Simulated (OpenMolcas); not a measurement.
How methods differ on SiNH4F (SMILES N[SiH2]F)

SiNH4F has 7 atoms, charge 0, and is taken as a singlet. As SMILES, `N[SiH2]F`. Geometry: relaxed at PBE0-D4/def2-TZVP. This is one conformer, not always the lowest.

```xyz
7

N    -0.7615    0.3390   -0.6252
Si    0.5311   -0.1157    0.3734
F     0.5151   -1.6539    0.8298
H    -0.7866    0.1051   -1.6036
H    -1.6822    0.5135   -0.2584
H     0.4559    0.6762    1.6207
H     1.7894    0.0680   -0.3823
```

Each level gives the energy change with the N1–H5 bond stretched from 1.006 to 1.308 Å (eV). The values are calculated.

| level | kind | program | value (eV) | less CCSD(T)/aug-cc-pVDZ | CPU time (all runs) |
| --- | --- | --- | --- | --- | --- |
| PBE/aug-cc-pVDZ (restricted) | GGA | OpenMolcas | 1.04 | -0.06 | 70 s |
| revPBE/aug-cc-pVDZ (restricted) | GGA | OpenMolcas | 1.04 | -0.06 | 73 s |
| r2SCAN/aug-cc-pVDZ (restricted) | meta-GGA | OpenMolcas | 1.14 | +0.04 | 87 s |
| B3LYP/aug-cc-pVDZ (restricted) | global hybrid | OpenMolcas | 1.13 | +0.03 | 70 s |
| BHLYP/aug-cc-pVDZ (restricted) | global hybrid | OpenMolcas | 1.27 | +0.17 | 67 s |
| B2PLYP/aug-cc-pVDZ (restricted) | double hybrid | OpenMolcas | 1.15 | +0.05 | 61 s |
| MP2/aug-cc-pVDZ (restricted) | perturbation theory | OpenMolcas | 1.15 | +0.05 | 22 s |
| CCSD(T)/aug-cc-pVDZ (Cholesky decomposition) (restricted) | coupled cluster or CI | OpenMolcas | 1.10 | 0.00 | 6.9 min |

CCSD(T)/aug-cc-pVDZ (Cholesky decomposition) (restricted) is the highest level here, not the true value. The first shape isn't each level's own minimum. The values span 1.04 to 1.27 eV. Times are those of the runs behind each value, whatever else they computed, on shared processors of several kinds: orders of magnitude only.

Stretching the N–H bond to 1.308 Å costs 1.10 eV at the coupled-cluster level, as expected for a strong, short covalent bond whose σ overlap is weakened but not lost. Most methods stay close to this value; BHLYP is the clear outlier, at +0.17 eV. Among PBE, B3LYP and BHLYP the cost rises with the share of exact exchange, probably because a restricted determinant overweights ionic terms as the bond lengthens, while semilocal exchange partly mimics the missing left-right correlation. The share of exact exchange doesn't order the whole table, however: r2SCAN has none yet lies slightly above B3LYP, and B2PLYP, despite its large share, stays well below BHLYP. PBE and revPBE agree at 1.04 eV, so their different exchange enhancement hardly matters for this distortion. The small error of MP2 suggests that dynamic correlation still dominates at this extension. That success can't be carried over to full N–H homolysis, where near-degeneracy of the σ and σ* orbitals makes restricted perturbation theory fail.
